**1. The definition.** $c$ is the atom fraction of B, and $N$ counts atoms, bound or free. With $N\Delta c=(1-c)\Delta N_B-c\,\Delta N_A$, the Bhatia–Thornton function at zero wavevector is
$$S_{cc}(0)=N\langle(\Delta c)^2\rangle=\frac{Nk_BT}{(\partial^2G/\partial c^2)_{T,P,N}},$$
which is $c(1-c)$ for an ideal alloy. Below, $f=G_{\rm mix}/Nk_BT$, primes mean $d/dc$, and $S_{cc}(0)=1/f''$.

**2. Bookkeeping.** Complete association to $A_\mu B_\nu$, $m=\mu+\nu$, $c<c_0=\nu/m$. Per atom there are $n_3=c/\nu$ complexes, $n_1=1-c/c_0$ free A atoms and $n=n_1+n_3=1-(m-1)c/\nu$ particles. The formation term $-n_3g/k_BT$ is linear in $c$ and drops out of $f''$. For Mg$_3$Bi$_2$: A = Mg, $\mu=3$, $\nu=2$, $m=5$, $c_0=0.4$. In this partly ionic melt the complex is a bookkeeping unit for chemical order. Interactions between species are omitted throughout.

**3. The wrong attempt (wrong at line W).** Mix the species ideally:
$$\text{(W)}\qquad f=n_1\ln\frac{n_1}{n}+n_3\ln\frac{n_3}{n}.$$
All $n_i$ are linear in $c$, so
$$f''=\frac{n_1'^2}{n_1}+\frac{n_3'^2}{n_3}-\frac{n'^2}{n}=\frac{(n_1'n_3-n_3'n_1)^2}{n_1n_3n}=\frac{1}{\nu^2n_1n_3n},$$
$$S^{W}=c\left(1-\frac{c}{c_0}\right)\left[\nu-(m-1)c\right].$$
At $c=0.2$, $f''=12.5+2.5-6.67=8.33$ and $S^W=0.120$. The algebra is sound, and the answer is wrong for a five-atom complex among single atoms.

**4. Why the usual checks pass it.** $S^W$ vanishes at $c_0$ and tends to $\nu c$ as $c\to0$. The mended result shares both limits, slopes included. Exceeding $c(1-c)$ at high dilution is no symptom either, since B atoms come $\nu$ at a time.

**5. The symptom.** Give every atom one lattice cell of volume $v$, so that $n_3/v$ is the density of complexes, and expand the osmotic pressure, $\Pi v/k_BT=-\ln a_A=n_3+(B_2/v)n_3^2+\dots$ Line W has $a_A=n_1/n$ with $n_1=1-mn_3$, hence
$$B_2^W=\tfrac12(2m-1)\,v=4.5\,v .$$
The exact lattice $B_2/v$ is half the orientation-averaged number $E$ of relative positions at which two complexes overlap. Overlap needs a site of one on a site of the other, so $E\le m^2$. Also $E\ge 2m-1$, with equality only for parallel straight rods. Line W sits on this lower bound: it describes rods on a line. For a planar cross of five sites on the simple cubic lattice, $E=13$ for parallel planes and $E=21$ for each of the two perpendicular ones, so $B_2=\tfrac12\cdot\tfrac13(13+21+21)\,v=9.17\,v$. Against this exact count, W has an error of 51 % on the low side.

**6. The faulty line.** The mole fractions $n_i/n$ in W count orderings of $n$ interchangeable particles. A complex cannot trade places with one Mg atom; it needs five cells.

**7. The mended calculation.** Flory's counting puts volume fractions $\phi_1=n_1$, $\phi_3=mn_3=c/c_0$ in the logarithms:
$$f=n_1\ln n_1+n_3\ln(mn_3),\qquad f''=\frac{m^2}{\nu^2n_1}+\frac{1}{\nu c},$$
$$S^{F}=\frac{\nu c\,(\nu-mc)}{\nu+m(m-1)c}.$$
The term $-n'^2/n$ is gone because the number of cells, unlike the number of particles, does not change with $c$. Dividing,
$$\frac{S^W}{S^F}=1+\frac{(m-1)^2}{m}\,\phi_3(1-\phi_3),$$
which peaks at $\phi_3=\tfrac12$ with $(m+1)^2/4m$: 1.125 for AB and 1.8 for Mg$_3$Bi$_2$. For $c>c_0$ exchange $\mu\leftrightarrow\nu$ and $c\leftrightarrow1-c$.

**8. What Flory neglects.** Here $\ln a_A=\ln(1-\phi_3)+(1-1/m)\phi_3$ gives $B_2=m^2v/2=12.5\,v$, the upper bound, 36 % above the exact count for the cross. Guggenheim's approximate counting for ring-free complexes at coordination $z$ adds $-\tfrac z2Q\ln Q$ to $f$, with $Q=1-2(m-1)n_3/z$, so that
$$f''=\frac{m^2}{\nu^2n_1}+\frac{1}{\nu c}-\frac{2(m-1)^2}{z\nu^2Q},\qquad \frac{B_2}{v}=\frac{m^2}{2}-\frac{(m-1)^2}{z}.$$
$z=2$ gives $Q=n$ and returns W; $z\to\infty$ returns Flory. At $z=6$, $B_2=9.83\,v$, 7 % above the exact count. Complexes with closed rings lie outside this formula, though still inside the bounds on $E$.

**9. Size in Mg–Bi.** $S^G$ uses $z=10$, typical of a liquid metal.

| $c_{\rm Bi}$ | $c(1-c)$ | $S^W$ (wrong) | $S^F$ | $S^G$ | $S^W/S^F$ |
|---|---|---|---|---|---|
| 0.10 | 0.090 | 0.120 | 0.0750 | 0.0800 | 1.60 |
| 0.20 | 0.160 | 0.120 | 0.0667 | 0.0708 | 1.80 |
| 0.30 | 0.210 | 0.0600 | 0.0375 | 0.0388 | 1.60 |
| 0.38 | 0.236 | 0.00912 | 0.00792 | 0.00798 | 1.15 |
| 0.70 | 0.210 | 0.270 | 0.150 | 0.159 | 1.80 |

At $c=0.2$ the slip puts $S_{cc}(0)$ 80 % above $S^F$ and 70 % above $S^G$, while finite $z$ moves $S^F$ by 6 %. At $c=0.10$ and $0.70$ it changes the qualitative reading: W lies above $c(1-c)$, which would be read as segregation, and both size-aware values lie below. At 1100 K, approximately the melting point of Mg$_3$Bi$_2$, $k_BT=0.0948$ eV, and $G''/N$ at $c=0.2$ is 0.790 eV from W and 1.42 eV from Flory. The Mg activity is 0.833 against 0.746, a shift of only 0.0105 eV in $\mu_{\rm Mg}$: the curvature feels the slip far more than the activity does.

**10. Unequal volumes.** For a complex-to-Mg volume ratio $r$, use $\phi_3=rn_3/(n_1+rn_3)$ in Flory's $f$; the ratio formula of note 7 holds with $r$ in place of $m$. Approximate liquid atomic volumes of 25 Å$^3$ (Mg) and 35 Å$^3$ (Bi), taken as additive, give $r=5.8$, and at $c=0.2$ $\phi_3=0.537$, $S^W/S^F=1.99$, $S^F=0.060$. This shift opposes that of finite $z$, and contraction on compound formation would lessen it. The mended value at $c=0.2$ is therefore 0.06 to 0.07, about half of W.

**11. At stoichiometry.** The zero needs $g/k_BT\to\infty$. With free B atoms allowed, $n_1=1-c-\mu n_3$, $n_2=c-\nu n_3$, a matching $n_2$ term in $f$, and $n_3$ relaxed to equilibrium, $f''$ becomes $f_{cc}-f_{c3}^2/f_{33}$. At $c_0$, $n_1:n_2=\mu:\nu$, which makes $f_{c3}=0$ for W and equal-volume Flory alike. Both give $S_{cc}(0)=c_0(1-c_0)\,\delta=0.24\,\delta$, with $\delta=n_1+n_2$ the fraction of free atoms. A residual $\delta$ of 3 % gives 0.007, as large as the $c=0.38$ entries, so that row is only the complete-association limit. The depth of the minimum fixes $\delta$ and cannot separate the two countings; mid-branch compositions can.